# Strong collisions in the localised-activation result

## 1. Model, conventions, result

**System.** Bicyclopropyl with two chemically equivalent rings, formed by addition of methylene to the double bond of a vinylcyclopropane. The addition closes ring $a$ and leaves the energy there. Ring $b$ starts cold. An isotope label tells the products of the two rings apart. The case studied by Rynbrandt and Rabinovitch (1971) is hexafluorobicyclopropyl-$d_2$, C$_6$H$_2$D$_2$F$_6$: 16 atoms, 42 vibrational modes, mass 192 u, loss of CF$_2$ from either ring.

**States and rate constants** (all first order, s$^{-1}$):

- $L$, locally excited: reacts through ring $a$ at $k_1$, randomises at $\lambda$, collides at $\omega$.
- $R$, randomised at the same total energy $E$: reacts at $k_a$ and $k_b$, collides at $\omega$. Put $k=k_a+k_b$.
- $\omega$ is the gas-kinetic collision frequency, proportional to pressure. Reduced pressure $x=\omega/k$.

**Yields** $D_a$, $D_b$ (products) and $S$ (stabilised adduct) are per activated molecule formed, so $D_a+D_b+S=1$. One initial energy. Randomisation in one irreversible step.

Steady state at unit formation rate, every collision removing the molecule:

$$[L]=\frac{1}{\Lambda_0},\qquad [R]=\frac{\lambda}{\Lambda_0\,(k+\omega)},\qquad \Lambda_0=k_1+\lambda+\omega .$$

With $D_a=k_1[L]+k_a[R]$ and $D_b=k_b[R]$:

$$\frac{D_a}{D_b}=\frac{k_a}{k_b}+\frac{k_1\,(k_a+k_b+\omega)}{\lambda k_b},\qquad N\equiv k_1[L]=\frac{k_1}{k_1+\lambda+\omega}. \tag{1}$$

The ratio is exactly linear in pressure. $N$ is the nonrandom fraction of all molecules formed. The nonrandom share of the *products* is another quantity, $N/(D_a+D_b)=k_1(k+\omega)/[k_1(k+\omega)+\lambda k]$, which tends to one at high pressure.

## 2. The assumption and where it enters

**Strong-collision assumption:** one collision takes the molecule out of the reactive energy range for good.

It enters twice.

1. In $[R]$. Define $Y$ as the probability that a randomised molecule reacts before it is stabilised. Strong collisions give $Y=k/(k+\omega)$, or $1/Y=1+x$.
2. In $[L]$. A collided $L$ feeds neither $D_a$ nor $D_b$. The factor $1/\Lambda_0$ is then common to both yields and cancels.

Keep entry 2 for now and leave $Y$ open. If $k_a/k_b$ does not depend on energy, $D_b=(\lambda/\Lambda_0)(k_b/k)Y$, and

$$\frac{D_a}{D_b}=\frac{k_a}{k_b}+\frac{k_1}{\lambda}\,\frac{k}{k_b}\,\frac1Y . \tag{2}$$

Equivalent rings, $k_a=k_b$:

$$\frac{D_a}{D_b}-1=\frac{2k_1}{\lambda}\,\frac1{Y(x)} . \tag{3}$$

Reading: $D_b$ counts the random reactions, and collisions act as the clock. The linearity in (1) is a property of $1/Y$, that is of the collision model. It says nothing about the form of the energy flow inside the molecule.

Reason for doubt: the molecule sits several eV above threshold and a collision removes a few tenths of an eV at most, for ordinary bath gases. The assumption can hold only in the weaker sense that $k(E)$ falls so steeply that one step switches the reaction off. That is a quantitative question.

## 3. Dropping it: the stepladder

Each collision removes a fixed energy $\Delta$. Rungs $E_n=E-n\Delta$, rates $k_n=k f_n$, with $f_0=1$ and $f_n=0$ for $E_n\le E_0$ (threshold). A randomised molecule stays randomised. Up-steps are neglected here and sized in section 6.

On rung $n$ the molecule reacts with probability $f_n/(f_n+x)$ and steps down with probability $x/(f_n+x)$. Stabilisation needs a step down from every rung:

$$1-Y=\prod_n\frac{x}{f_n+x}=\frac1P,\qquad P=\prod_n\Big(1+\frac{f_n}{x}\Big),\qquad \frac1Y=1+\frac1{P-1}. \tag{4}$$

Strong limit: only $f_0\neq0$, $P-1=1/x$, $1/Y=1+x$.

### First correction: one more rung

Keep $f_1=r=k(E-\Delta)/k(E)$ and drop the rest. Then $P-1=(r+x+rx)/x^2$, and

$$\frac1Y=1+\frac{x^2}{r+x+rx}=(1+x)\left[1-\frac{rx}{r+x+rx}\right]. \tag{5}$$

The second form follows from $(1+x)(r+x)=r+x+rx+x^2$. The bracket is the first correction to the nonrandom term of (1).

- Sign: negative. A second chance to react raises $D_b$ and dilutes the nonrandom signal.
- $x\gg r$: the relative correction tends to $-r/(1+r)\approx-r$. The plot is still a line, with slope scaled by $1/(1+r)$.
- $x\ll r$: $1/Y\approx1+x^2/r$. The linear term is gone altogether.

The expansion in $r$ is therefore not uniform in pressure. However small $r$ is, the line fails for $\omega\lesssim k(E-\Delta)$, where the once-collided molecule has time to react.

### All rungs, high pressure

Expand $P-1=e_1/x+e_2/x^2+e_3/x^3+\dots$, with $e_m$ the elementary symmetric polynomials of the $f_n$. Let $\sigma_m=\sum_n f_n^m$, so $e_1=\sigma_1$ and $e_2=(\sigma_1^2-\sigma_2)/2$. Inverting the series,

$$\frac1{P-1}=\frac{x}{e_1}-\frac{e_2}{e_1^2}+\frac{e_2^2-e_1e_3}{e_1^3}\,\frac1x+\dots$$

and so

$$\frac1Y=\beta x+c+O(1/x),\qquad \beta=\frac1{\sigma_1},\qquad c=\frac12\Big(1+\frac{\sigma_2}{\sigma_1^2}\Big). \tag{6}$$

- $\beta\le1$ is a collision efficiency. At high pressure each rung is held for a time $1/\omega$, so $Y\approx\sum_nk_n/\omega$.
- $\tfrac12<c\le1$, since $0<\sigma_2\le\sigma_1^2$. Replacing $\omega$ by $\beta\omega$ in (1) repairs the slope but leaves the intercept at 1 instead of $c$.
- The $1/x$ term is not negative. Monomials $f_i^2f_jf_l$ carry coefficient 2 in $e_2^2$ and 1 in $e_1e_3$, monomials in four distinct rungs carry 6 and 4, and $f_i^2f_j^2$ occurs in $e_2^2$ alone. The curve meets its asymptote from above.

Geometric ladder, $f_n=r^n$: $\sigma_1=1/(1-r)$, $\sigma_2=1/(1-r^2)$, hence

$$\beta=1-r,\qquad c=\frac1{1+r}. \tag{7}$$

If $k\propto e^{\gamma E}$ locally, $r=e^{-\gamma\Delta}$. The small parameter of the strong-collision model is $e^{-\gamma\Delta}$, with $\gamma=d\ln k/dE$. The ratio $\Delta/(E-E_0)$ does not decide the matter. For small steps $\beta\to\gamma\Delta$ and $c\to\tfrac12$.

### All rungs, low pressure

With $M$ reactive rungs $P\to x^{-M}\prod_nf_n$, so $1/Y-1\propto x^M$. The curve starts flat at $1/Y=1$. The true zero-pressure value of (3), $2k_1/\lambda$, is independent of the collision model.

### Corrected result

At high pressure, from (2) and (6):

$$\frac{D_a}{D_b}\simeq\frac{k_a}{k_b}+\frac{k_1\,\big[c\,(k_a+k_b)+\beta\omega\big]}{\lambda k_b}. \tag{8}$$

## 4. Collisions of the local state

Now drop entry 2. A collided $L$ moves to local rung $j=1,2,\dots$ with rate $k_{1,j}$, still randomising at $\lambda$ (taken unchanged) into rung $j$ of the $R$ ladder. Let $\Lambda_j=k_{1,j}+\lambda+\omega$, and let $Y_j$ be the yield from a start on rung $j$, with $Y_0=Y$. Then $[L_j]=[L_{j-1}]\,\omega/\Lambda_j$, and for equivalent rings

$$N=\sum_jk_{1,j}[L_j],\qquad D_b=\tfrac12\lambda\sum_j[L_j]Y_j,\qquad D_a-D_b=N .$$

Keep $j\le1$, with $\rho=k_{1,1}/k_1$ and $\eta=\omega/\Lambda_1$:

$$\frac{D_a}{D_b}-1=\frac{2k_1}{\lambda Y_0}\,\frac{1+\eta\rho}{1+\eta Y_1/Y_0}\approx\frac{2k_1}{\lambda Y_0}\Big[1+\eta\Big(\rho-\frac{Y_1}{Y_0}\Big)\Big]. \tag{9}$$

At high pressure $Y_1/Y_0\to(\sigma_1-1)/\sigma_1=1-\beta$. The value of $\rho$ depends on whether the collider drains the hot ring or the cold one. Only $0\le\rho\le1$ is used. The term is of order $\omega/\lambda$ and adds a small $\omega^2$ part of either sign to the ratio.

The nonrandom fraction is bracketed by the two extremes. For $\rho=0$ it is $k_1/(k_1+\lambda+\omega)$, as in (1). If collisions never change $k_1$, they drop out of the competition and it is $k_1/(k_1+\lambda)$:

$$\frac{k_1}{k_1+\lambda+\omega}\le N\le\frac{k_1}{k_1+\lambda}. \tag{10}$$

The two halves of (1) differ in sensitivity. The slope of $D_a/D_b$ changes by the relative amount $r$, which need not be small. $N$ changes by at most the relative amount $\omega/(k_1+\lambda)$.

## 5. Size in labelled bicyclopropyl

**Inputs.** All are approximate or illustrative values of typical magnitude, chosen to size the correction.

- $E=4.8$ eV, $E_0=2.0$ eV.
- $k=2\times10^{9}$ s$^{-1}$, $\lambda=1\times10^{12}$ s$^{-1}$, $k_1=3\times10^{10}$ s$^{-1}$, so $2k_1/\lambda=0.06$.
- Energy dependence from the RRK form $k(E)=\nu(1-E_0/E)^{s-1}$ with effective $s-1=24$. With the $k$ above this implies $\nu=8.3\times10^{14}$ s$^{-1}$, a typical magnitude for ring opening.
- Steps $\Delta=0.4$, $0.2$, $0.1$ eV, spanning efficient to inefficient colliders. Reactive rungs: 7, 14, 28.
- Bath gas of mass 28 u at 300 K, hard-sphere collision diameter $d=0.55$ nm.

**Collision frequency.** $\omega=\pi d^2\,\bar v\,n$ with $\bar v=(8k_BT/\pi\mu)^{1/2}$. Reduced mass $\mu=24.4$ u, $\bar v=510$ m s$^{-1}$, $\pi d^2=0.95$ nm$^2$, $n=0.0245$ nm$^{-3}$ at 1 atm. Result $\omega=1.2\times10^{10}$ s$^{-1}$, or $x\approx6$ per atm. Thus $x=10$ is about 1.7 atm and $x=30$ about 5 atm.

**Strong-collision baseline at $x=10$.** $D_a/D_b=1.66$, $N=0.029$, nonrandom share of the products 0.25.

**Slope of the rate.**

$$\gamma=\frac{d\ln k}{dE}=\frac{(s-1)E_0}{E(E-E_0)}=3.6\ \text{eV}^{-1}.$$

The rate falls by $e$ over 0.28 eV, a tenth of the excess energy of 2.8 eV. A step of 0.2 eV is shorter than this length, so one collision does not switch the reaction off.

**Ladder constants**, from $f_n=[(1-E_0/E_n)/(1-E_0/E)]^{24}$:

| $\Delta$/eV | $r=f_1$ | $\sigma_1$ | $\sigma_2$ | $\beta$ | $c$ | $1-r$ | $1/(1+r)$ |
|---|---|---|---|---|---|---|---|
| 0.4 | 0.20 | 1.23 | 1.04 | 0.82 | 0.85 | 0.80 | 0.83 |
| 0.2 | 0.47 | 1.78 | 1.27 | 0.56 | 0.70 | 0.53 | 0.68 |
| 0.1 | 0.69 | 2.97 | 1.86 | 0.34 | 0.61 | 0.31 | 0.59 |

The geometric values (7) lie a little below the full sums because $\gamma$ grows down the ladder, so lower rungs contribute less than $r^n$. The slope of the high-pressure line drops by 18%, 44% and 66%.

**Full pressure dependence**, $1/Y$ from (4):

| $x$ | strong | 0.4 eV | 0.2 eV | 0.1 eV |
|---|---|---|---|---|
| 0.1 | 1.1 | 1.025 | 1.002 | 1.000 |
| 1 | 2 | 1.68 | 1.34 | 1.11 |
| 10 | 11 | 9.0 | 6.3 | 4.0 |
| 30 | 31 | 25 | 18 | 11 |

- The asymptote (6) gives 6.3 and 4.0 at $x=10$ for the two smaller steps, equal to the table at this precision. Above about 2 atm the plot looks linear whatever the step. A straight line there does not show that collisions are strong.
- The two-rung formula (5) with $r=0.20$ gives 1.71 at $x=1$ and 9.2 at $x=10$, against 1.68 and 9.0 from all rungs. It serves for the efficient collider. For $\Delta\le0.2$ eV the full product is needed.
- At $x=10$ and $\Delta=0.2$ eV, $D_a/D_b=1.38$ in place of 1.66. The nonrandom signal $D_a/D_b-1$ is 42% smaller.

**Local-state term** (9), at $x=30$ ($\omega=6\times10^{10}$ s$^{-1}$) and $\Delta=0.2$ eV, with $Y_1/Y_0\approx0.44$. For $\rho=0$, $\eta=0.057$ and the relative change is $-0.025$. For $\rho=1$, $\eta=0.055$ and it is $+0.031$. The next order is $\eta^2\approx0.003$. The bracket (10) reads $0.0275\le N\le0.0291$, a width of 6%. Both are an order of magnitude below the 44% from the randomised ladder.

**Bias in the inferred $\lambda$.** Suppose data that follow (8) with $\Delta=0.2$ eV are analysed with (1), $k_1$ being supplied by a calculation.

- (A) $k$ taken as known, $k_1/\lambda$ from the slope. The slope is $2k_1\beta/(\lambda k)$, so $\lambda_{\rm app}=\lambda/\beta=1.8\,\lambda$.
- (B) Slope and extrapolated intercept both fitted at high pressure. The intercept is $2k_1c/\lambda$, so $\lambda_{\rm app}=\lambda/c=1.4\,\lambda$ and $k_{\rm app}=kc/\beta=1.2\,k$. Since $c>\tfrac12$, this bias stays below a factor of two for any step.
- (C) $S$ determined together with the products. Then $N=(D_a-D_b)/(D_a+D_b+S)$ needs no model of $Y$, and (10) limits the ambiguity in $k_1/\lambda$ to order $\omega/\lambda$.

In (A) and (B) the sign is fixed. Neglect of weak collisions makes randomisation look faster than it is.

## 6. Terms left out, with sizes

**Uncertainty in $s$.** With $\beta\approx1-e^{-\gamma\Delta}$ at $\Delta=0.2$ eV: 0.41, 0.51, 0.59 for $s-1=18$, 24, 30. The efficiency is known to one figure, about 0.4 to 0.6.

**Spread of step sizes.** At high pressure $Y$ is linear in the rates, so $\sigma_1$ is replaced by its average over paths. For independent steps and $k\propto e^{\gamma E}$ the factor per collision is $\langle e^{-\gamma\Delta}\rangle$, and $\beta=1-\langle e^{-\gamma\Delta}\rangle$. Exponential distribution with mean $\alpha$:

$$\langle e^{-\gamma\Delta}\rangle=\int_0^\infty e^{-\gamma\Delta}\,e^{-\Delta/\alpha}\,\frac{d\Delta}{\alpha}=\frac1{1+\gamma\alpha},\qquad \beta=\frac{\gamma\alpha}{1+\gamma\alpha}.$$

For $\alpha=0.2$ eV, $\beta=0.42$, against 0.51 for a fixed step of the same mean. Convexity of the exponential makes any spread lower $\beta$. The fixed step understates the correction, by an amount similar to the uncertainty from $s$.

**Up-steps.** Detailed balance gives $p_\uparrow/p_\downarrow\approx\exp[-\Delta\,(1/k_BT-d\ln\varrho/dE)]$, with $\varrho$ the vibrational density of states. At 300 K, $1/k_BT=38.7$ eV$^{-1}$. The classical value $d\ln\varrho/dE=41/E=8.5$ eV$^{-1}$ for 42 modes is an upper estimate, since zero-point energy lowers the logarithmic slope. The ratio is then at most about 0.049 for 0.1 eV and 0.0024 for 0.2 eV. On a geometric ladder the factor per collision becomes $p_\downarrow r+p_\uparrow/r$ with $p_\uparrow+p_\downarrow=1$, so $\beta=1-p_\downarrow r-p_\uparrow/r$. For 0.1 eV this lowers $\beta$ from 0.31 to 0.27, by 11%. For 0.2 eV the change is below 1%. Same sign as the main correction.

**Label effect on $k_a/k_b$.** The label makes the rings slightly inequivalent. Let the thresholds differ by $\delta=E_{0b}-E_{0a}$. RRK gives, to first order, $k_a/k_b=1+\epsilon_n$ on rung $n$ with $\epsilon_n=(s-1)\delta/(E_n-E_0)$. The first term of (2) becomes $1+\langle\epsilon\rangle$, weighted by the yield of each rung. The weight is all on $n=0$ at low pressure and proportional to $f_n$ at high pressure. For an assumed $\delta=0.01$ eV and $\Delta=0.2$ eV, $\epsilon_0=0.086$ and the high-pressure mean is 0.091.

- The drift along the ladder, 0.005, is negligible beside the signal of 0.38 at $x=10$. Energy-independent branching in (2) is safe.
- The offset $\epsilon_0$ itself exceeds the zero-pressure signal 0.06. It spoils the zero-pressure route, route (B) and route (C) unless removed. Moving the label from the old ring to the new one reverses the sign of $\delta$, and the mean of the two labellings cancels the offset to first order.

Hence the trade. At low pressure (3) is free of the collision model but the signal is as small as the label effect. At high pressure the signal is large but carries the factor $\beta$, which for these inputs is about 0.8 for a step of 0.4 eV, 0.4 to 0.6 for 0.2 eV and about 0.3 for 0.1 eV.